**First yield under a Hertz contact (seminar transcript)**

A bearing-steel ball, $R=3\times10^{6}$ nm, presses on a flat of the same steel at 300 K, without friction. Typical inputs are $E\approx1310$ eV/nm³, $\nu\approx0.3$ and uniaxial yield stress $Y\approx12.5$ eV/nm³ (1 eV/nm³ = 0.160 GPa). Tension is positive. My first yield load will be wrong on purpose; the elastic field before it is right.

**The field.** Hertz gives $p(r)=p_0\sqrt{1-r^2/a^2}$, $P=\tfrac23\pi a^2p_0$ and $a=\pi Rp_0/2E^*$, with $E^*=E/[2(1-\nu^2)]=720$ eV/nm³. Hence
$$P=\frac{\pi^3R^2p_0^3}{6E^{*2}}.$$
A normal point force $F$ on the surface gives, at depth $z$ and distance $s$, $\sigma_z=-3Fz^3/2\pi s^5$ and $\operatorname{tr}\sigma=-(1+\nu)Fz/\pi s^3$. Integrating over $p(r)$ for a point on the axis, with $\zeta=z/a$:
$$\sigma_z=-\frac{p_0}{1+\zeta^2},\qquad \operatorname{tr}\sigma=-2(1+\nu)\,p_0\,(1-\zeta\,\mathrm{arccot}\,\zeta).$$
Symmetry makes $\sigma_r=\sigma_\theta=(\operatorname{tr}\sigma-\sigma_z)/2$, so the maximum shear $\tau=(\sigma_r-\sigma_z)/2$ is
$$\frac{\tau}{p_0}=\frac{3}{4(1+\zeta^2)}-\frac{1+\nu}{2}\,(1-\zeta\,\mathrm{arccot}\,\zeta).$$
It peaks at $\zeta=0.481$ with $\tau_{\max}=0.310\,p_0$.

**The wrong attempt.** Steel flows by slip. The critical resolved shear stress is $\tau_c=Y/M$, with Taylor factor $M\approx3.06$ for $\{110\}\langle111\rangle$ slip in random texture, so $\tau_c=4.1$ eV/nm³. Set
$$\tau_{\max}=\tau_c\quad\text{(wrong)}.$$
Then $p_0=1.05\,Y=13.2$ eV/nm³ and $P=2.1\times10^{11}$ eV/nm, or 0.033 kN. This load is wrong.

*Question: It looks plausible. What gives it away?*

Apply the same rule to a tensile bar, where $\tau_{\max}=\sigma/2$. It predicts yield at $\sigma=2Y/M=0.65\,Y=8.2$ eV/nm³, although $Y$ is by definition the stress at which that bar yields. The rule fails to return its own input.

**The faulty line** is $\tau_{\max}=\tau_c$. On the axis $\sigma=\sigma_r\mathbb 1-2\tau\,\mathbf e\mathbf e^{T}$, with $\mathbf e$ along $z$. For unit plane normal $\mathbf n$ and unit slip direction $\mathbf b\perp\mathbf n$ the isotropic part drops out:
$$|\mathbf b\cdot\sigma\mathbf n|=2m\tau,\qquad m=|(\mathbf b\cdot\mathbf e)(\mathbf n\cdot\mathbf e)|\le\tfrac12 .$$
Resolved and maximum shear coincide only for $m=\tfrac12$. A grain with $[001]$ along the axis has, on $(101)[\bar111]$, $m=1/\sqrt6=0.408$ and resolves $0.816\,\tau$. The relation $\tau_c=Y/M$ assigns the aggregate an effective $m=1/M=0.327$. The wrong line took $\tau_c$ from that value and then loaded it with $m=\tfrac12$.

**The mended calculation.** Apart from a pressure, the axial state is uniaxial compression of size $2\tau$. It yields as the bar does, at $2\tau_{\max}=Y$, if yield ignores pressure and sign. With the effective $m$ throughout, $2\tau_{\max}/M=Y/M$, and $M$ cancels. So
$$p_0=\frac{Y}{2\times0.310}=1.61\,Y=20.2\ \text{eV/nm}^3,\qquad P_Y\approx\frac{\pi^3R^2(1.6Y)^3}{6E^{*2}}.$$
With the unrounded coefficient, $P_Y=7.4\times10^{11}$ eV/nm, or 0.12 kN. The contact radius is $1.3\times10^{5}$ nm, yield starts $6.3\times10^{4}$ nm deep, and $a/R=0.044$ is small, as the half-space treatment requires.

**Size of the error.** The pressure is low by the factor $2/M$, that is by 35%. The load is low by $(2/M)^3=0.28$, that is by 72%, a factor of 3.6 that is independent of $R$, $E^*$ and $Y$.

*Question: Tresca or von Mises?*

With $\sigma_r=\sigma_\theta$ both equivalent stresses equal $|\sigma_r-\sigma_z|=2\tau$, so on the axis they agree.

*Question: Does the wrong load mean anything?*

It is the load at which one grain with $m=\tfrac12$, sitting at the peak, would begin to slip if it carried the continuum stress and had this $\tau_c$. Its neighbours still confine it. With grains of roughly $10^4$ nm the contact radius spans about 13 of them, so the aggregate criterion is reasonable but coarse, and two figures in $P_Y$ are the most it supports.

*Question: Why not the surface?*

Outside the circle the surface stress is that of a point force, $\sigma_r=-\sigma_\theta=(1-2\nu)P/2\pi r^2$ with $\sigma_z=0$. At $r=a$ this is $(1-2\nu)p_0/3=0.133\,p_0$, the largest tension in the body, 2.7 eV/nm³ at $P_Y$. The state is pure shear of the same size, well below $0.310\,p_0$. The rim matters for cracking, and the depth for yield.